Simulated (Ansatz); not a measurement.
**Compressing Ba3TiO5: a fit and a missing row**

Ba3TiO5, I4/mcm, a = 7.223 Å, c = 11.812 Å. The structure is a Materials Project entry; whether it is the stable form wasn't checked. Ansatz: PBEsol, PAW, 420 eV, Γ-centred 6×6×6 mesh on 18 atoms, Gaussian smearing 0.02 eV; no spin polarisation. Shape and atoms are relaxed at each volume; pressure is positive in compression.

| V (Å³/atom) | P (GPa) |
| --- | --- |
| 15.063 | 13.12 |
| 15.576 | 8.90 |
| 16.090 | ? |
| 16.604 | 2.43 |
| 17.117 | -0.01 |
| 17.631 | -2.10 |
| 18.144 | -3.84 |
| 18.829 | -5.70 |

Question: Take V0 = 17.117 Å³/atom, count pressures from its P0 = -0.01 GPa, fit the third-order Birch–Murnaghan form to the other rows, and predict the missing pressure.

Answer: With the Eulerian strain f = ½[(V0/V)^(2/3) − 1] and y = (P − P0)/[3f(1 + 2f)^(5/2)], the form is the line y = B0 + 1.5 B0 (B0′ − 4) f. Rows (f, y): 0.04448, 79.5; 0.03246, 78.2; 0.01025, 75.4; -0.00977, 74.9; -0.01905, 73.9; -0.03079, 72.2. Means f = 0.004597, y = 75.683; Σ(Δf)² = 0.004417, ΣΔfΔy = 0.3974; the slope is their ratio. y = 75.27 + 89.98 f GPa, so B0 = 75.3 GPa and B0′ = 4 + 2 × (89.98)/(3 × 75.27) = 4.80. At V = 16.090, f = 0.02106, y = 77.16 and P = 5.39 GPa. The run gave 5.39 GPa, the same to the digits shown.

Cost: 8 runs of about 42 core-minutes in all, on Oxide Virtual Turin-like Processor (Zen 5) (shared hosts).

The fit describes a fairly soft oxide that stiffens steadily under compression: B0 is 75.3 GPa, and y rises from 72.2 in the most expanded cell to 79.5 in the most compressed. The softness probably reflects the high barium content. Large, low-charge Ba²⁺ ions form long, mainly ionic contacts with oxygen that yield more easily than the shorter, partly covalent Ti–O bonds, so much of the volume change is likely taken up around barium. The stiffening follows from closed-shell repulsion, which grows faster on shortening than the Coulomb attraction.

B0′ = 4.80 means that this stiffening is somewhat stronger than in the second-order form, but the value is less secure than B0, because it rests on a slope and the points near V0 scatter visibly about the line. The match at 5.39 GPa supports a smooth equation of state between the computed volumes; as an interpolation, it is a weak test of B0′. A smooth curve also doesn't exclude a structural instability that needs a larger repeat unit than the cell used.
